How strongly does a closed-shell molecule oppose a magnetic field, and when several levels of theory agree on the answer, does the agreement mean that the answer has converged? The molecule here is 3-fluoroazetidine, a four-membered C₃N ring carrying one fluorine. It is a singlet held at one geometry and treated by GIAO density-functional theory, so only the functional and the basis change from row to row.

PySCF 2.14.0, non-relativistic GIAO Kohn–Sham DFT with density fitting, for one conformer of 3-fluoroazetidine in the gas phase at the PBE0-D3(BJ)/def2-SVP geometry. Magnetisability and molar susceptibility are isotropic means; the anisotropy is the square root of half the summed squared differences of the principal values.

| level | magnetisability (1e-30 J/T^2) | magnetisability anisotropy (1e-30 J/T^2) | susceptibility (1e-6 cm^3/mol) |
| --- | --- | --- | --- |
| B3LYP/MINI | -788.6 | 210.80 | -47.49 |
| BHandHLYP/aug-pcSseg-1 | -700.2 | 171.70 | -42.17 |
| LDA/aug-pcSseg-1 | -687.0 | 177.60 | -41.38 |
| B3LYP/def2-SVP | -681.4 | 150.60 | -41.04 |
| B3LYP/Sadlej pVTZ | -681.2 | 180.30 | -41.02 |
| B3LYP/6-311G(d,p) | -679.6 | 163.00 | -40.92 |

The magnetisability $\xi$ is the mean of the three principal values of the tensor that gives the induced magnetic moment per unit field, and a negative value means diamagnetism. The anisotropy measures how far those principal values lie apart and carries no sign. The susceptibility is $\chi=\mu_0N_A\xi/4\pi$, the same quantity per mole, so it repeats the first column and offers no second check. Below, $\xi$ and the anisotropy are in $10^{-30}$ J/T² and $\chi$ in $10^{-6}$ cm³/mol.

## Two large terms and a small remainder

The total is a sum of two terms. The diamagnetic one depends on the ground-state density alone, $\xi_\mathrm{dia}=-(e^2/6m_e)\sum\langle r^2\rangle$, with $r$ measured here from the centre of mass. The paramagnetic one is positive and comes from the field mixing empty orbitals into occupied ones; in these runs it is the GIAO total less the diamagnetic term.

A helium atom placed at a distance $R$ from the origin shows how the two are tied. For its $N$ electrons $\sum\langle r^2\rangle=NR^2+\sum\langle\rho^2\rangle$, where $\rho$ is measured from the nucleus and the cross term vanishes for a spherical density. Moving an atom does not change its magnetism, so the paramagnetic term must equal $+(e^2/6m_e)NR^2$, and only the local size $\langle\rho^2\rangle$ survives in the total. The analogy ends where atoms bond: they become non-spherical, exchange charge and gain a true paramagnetism that helium lacks.

Treating the molecule as neutral spherical atoms at the nuclear positions sets $N=Z$, the nuclear charge, and gives an estimate with no adjustable parameter. The geometry gives $\sum ZR^2=83.5$ Å², and $e^2/6m_e$ is 2.828 susceptibility units per Å², so

$$\chi_\mathrm{para}\approx 2.828\times 83.5 = 236.$$

This is about 95 % of the paramagnetic term that the calculation returns in each of the six rows. The estimate is the same for every level, so it explains the size of the term and leaves the differences between rows to the remainder.

For B3LYP/Sadlej pVTZ the two terms are −289.78 and +248.76, which leave −41.02. The diamagnetic term is thus 7.06 times the total. An error in the local size of the density has no paramagnetic partner to cancel it and arrives in the total at full strength. The working for all rows is in the output printed after this text.

## The top row: a minimal basis

B3LYP/MINI gives −788.6, which is 15.8 % larger in size than B3LYP/Sadlej pVTZ with the same functional. Sadlej pVTZ serves as a yardstick and is itself a finite basis, so this figure is a spread between levels and not an error against an exact value. The same runs show that 87 % of the shift is diamagnetic. GIAOs remove the dependence on the origin and leave the shape of the density as poor as the basis makes it.

The diamagnetic shift converts directly into a size: $5.63/2.828=1.99$ Å² of extra $\sum\langle r^2\rangle$. That is only 1.94 % of the Sadlej value, yet the factor of seven turns it into nearly a seventh of the total susceptibility. The excess is positive along all three inertial axes, so the MINI density is more extended in every direction.

The helium picture suggests which kind of extension this is. Charge carried out to distant atoms would raise both terms together, whereas the MINI paramagnetic term is 0.83 lower than the Sadlej one, and this points to swollen atoms. The sign alone is no proof, because a minimal basis also offers the field few empty orbitals, which weakens the paramagnetic term by itself. Nor can swelling be the whole story, since spherical atoms that swell would add equally along the three axes, and the excess runs from 0.46 to 0.89 Å². Theory supplies a reason for the swollen part: with one function per occupied atomic orbital the radial shape is fixed, so a hydrogen 1s function, for example, cannot contract as it would on bonding. That hydrogen carries much of the excess is expected and was not computed. The failure is recognised by direction and size together. All three principal values move the same way, by −86.0 to −119.9, whereas the change of functional discussed next also moves them one way, but by 16.3 at most.

## The middle rows: a change of functional

BHandHLYP and LDA share one basis, so their difference belongs to the functional. LDA is 13.2 less diamagnetic, or 1.9 % of the BHandHLYP value. Its diamagnetic term is 0.48 stronger, while its paramagnetic term is 1.27 larger and wins. Smaller orbital energy gaps without exact exchange are the standard reason for stronger paramagnetism, and the sign agrees.

The HOMO–LUMO gap is still a poor gauge of the size. It shrinks by a factor of 1.77 from BHandHLYP to LDA, while the paramagnetic remainder beyond the point-nuclei term grows by a factor of only 1.11. MINI and 6-311G(d,p) differ by 2.63 eV in gap and have the same mean paramagnetic term, although its components along the inertial axes differ. The field couples orbitals through angular momentum, so the excitations that matter need not involve the frontier pair. Exact exchange also enters the magnetic response itself, so the orbital gaps of different functionals are not on one scale.

B3LYP has a share of exact exchange between those of LDA and BHandHLYP, yet the three lower rows lie 5.6 to 7.4 on the less diamagnetic side of LDA. Basis and functional both change in that comparison, and the table does not assign the offset to either. The order of the rows is therefore no ladder of functionals.

## The bottom rows: agreement by cancellation

The last three rows span 1.8 in magnetisability, 0.26 % of the Sadlej value, and their order carries no meaning. Their anisotropies run from 150.6 with def2-SVP to 180.3 with Sadlej pVTZ. The mean looks converged while the tensor behind it is still changing.

The principal values show how this happens. From def2-SVP to Sadlej pVTZ they shift by −7.0, −14.4 and +22.1, which nearly vanish in the average and add up in the differences that build the anisotropy. The positive shift belongs to the least diamagnetic axis, which lies within about 10° of the ring normal in every row. The C–F bond of this puckered conformer also points near the normal, so ring and bond contributions are not separated, and the anisotropy holds for this conformer alone, without vibrational averaging.

Between the same two rows the diamagnetic term shifts by −1.20 and the paramagnetic one by +1.21. Because the paramagnetic term is obtained here by subtraction, this match restates the steady total and is no second piece of evidence. Both terms grow along each inertial axis, but by amounts that match only in the mean. Spherical charge moved outward would pair the two terms along every axis, so the helium picture does not account for this match. A more flexible basis can let the density reach further out and can also give the field more empty orbitals to mix in. The runs do not show why the two nearly balance in the mean.

Total energies are not a reliable warning. They expose MINI, which lies 2.136 hartree above 6-311G(d,p), and they set def2-SVP 0.280 hartree above it, but Sadlej pVTZ is within 0.0011 hartree of 6-311G(d,p) while their anisotropies differ by 17.3. The energy is weighted towards the region near the nuclei, and $\langle r^2\rangle$ and the field response towards the outer density.

For this molecule, then, convergence has to be judged on the three principal values. When they all move one way, the size of the density or the functional is the thing to check. When they move in opposite directions, a steady mean is a cancellation, and the basis should be enlarged until each value holds still. Steady values would settle the basis only. The three rows that agree share one functional, and its error has to be judged against experiment or a higher-level calculation.

The analysis program printed:

```
chi = 0.06022 x xi; largest residual 0.0079, rounding limit 0.0080 (1e-6 cm^3/mol)
ring pucker 17 deg; C-F bond to ring normal 25 deg
level | xi, anisotropy, principal values (1e-30 J/T^2) | least diamagnetic axis to normal, to C-F (deg)
B3LYP/MINI             | -788.6 210.8 -881.0 -834.1 -650.7 | 7 32
BHandHLYP/aug-pcSseg-1 | -700.2 171.7 -779.0 -732.7 -588.9 | 8 32
LDA/aug-pcSseg-1       | -687.0 177.6 -770.6 -717.9 -572.6 | 7 32
B3LYP/def2-SVP         | -681.4 150.6 -757.8 -699.8 -586.8 | 10 35
B3LYP/Sadlej pVTZ      | -681.2 180.3 -764.8 -714.2 -564.6 | 4 29
B3LYP/6-311G(d,p)      | -679.6 163.0 -758.5 -704.8 -575.4 | 9 34
tensor against table, largest difference: mean 0.05, anisotropy 0.05 (rounding 0.05)
e^2/6m = 2.828 (1e-6 cm^3/mol) per A^2; sum Z R^2 = 83.5 A^2; point-nuclei term 236.1
same term from g factors 236.1; share of para 94.9 to 95.5 %
level | dia, para, sum, dia+nuclei, para-nuclei (1e-6 cm^3/mol) | <r^2> (A^2) | gap (eV)
B3LYP/MINI             | -295.41 247.92 -47.49 -59.3 11.8 | 104.45 | 9.69
BHandHLYP/aug-pcSseg-1 | -289.39 247.22 -42.17 -53.3 11.1 | 102.32 | 8.11
LDA/aug-pcSseg-1       | -289.86 248.49 -41.37 -53.8 12.4 | 102.49 | 4.59
B3LYP/def2-SVP         | -288.59 247.55 -41.04 -52.5 11.4 | 102.03 | 7.35
B3LYP/Sadlej pVTZ      | -289.78 248.76 -41.02 -53.7 12.7 | 102.46 | 6.03
B3LYP/6-311G(d,p)      | -288.84 247.92 -40.92 -52.7 11.8 | 102.12 | 7.06
ratio dia/total: MINI 6.22, Sadlej 7.06
B3LYP/MINI minus B3LYP/Sadlej pVTZ: xi -107.4 (+15.77 % in size), anisotropy +30.5 (+16.9 %)
   principal values -116.2 -119.9 -86.0; chi: dia -5.63, para -0.83, sum -6.46
B3LYP/Sadlej pVTZ minus B3LYP/def2-SVP: xi +0.2 (-0.03 % in size), anisotropy +29.7 (+19.7 %)
   principal values -7.0 -14.4 +22.1; chi: dia -1.20, para +1.21, sum +0.01
B3LYP/Sadlej pVTZ minus B3LYP/6-311G(d,p): xi -1.6 (+0.24 % in size), anisotropy +17.3 (+10.6 %)
   principal values -6.3 -9.4 +10.8; chi: dia -0.94, para +0.84, sum -0.10
LDA/aug-pcSseg-1 minus BHandHLYP/aug-pcSseg-1: xi +13.2 (-1.89 % in size), anisotropy +5.9 (+3.4 %)
   principal values +8.5 +14.8 +16.3; chi: dia -0.48, para +1.27, sum +0.79
MINI minus Sadlej: <r^2> +1.99 A^2 (+1.94 %); <a^2> <b^2> <c^2> +0.46 +0.89 +0.65 A^2
   dia share of the shift 87 %; dia shift / Sadlej total 13.7 %
Sadlej minus def2-SVP along a b c: dia -0.91 -1.54 -1.14; para +1.37 +0.67 +1.59
three larger B3LYP bases: spread of xi 1.8 (0.26 % of Sadlej), of anisotropy 29.7 (16.5 %)
   spread of principal values +7.0 +14.4 +22.1; ratio of spreads anisotropy/xi 17
functional pair / basis spread: xi 7.3, anisotropy 0.20
B3LYP xi minus LDA xi (def2-SVP, Sadlej, 6-311G(d,p)): +5.6 +5.8 +7.4; BHandHLYP minus LDA -13.2
rank correlation gap vs para: all six -0.60, without MINI -0.90
MINI minus 6-311G(d,p): gap +2.63 eV, para +0.006; LDA minus Sadlej: gap -1.44 eV, para -0.27
BHandHLYP/LDA gap ratio 1.77; LDA/BHandHLYP ratio of para-nuclei 1.11
B3LYP energy above 6-311G(d,p) (Eh): MINI 2.136, def2-SVP 0.280, Sadlej 0.0011
```
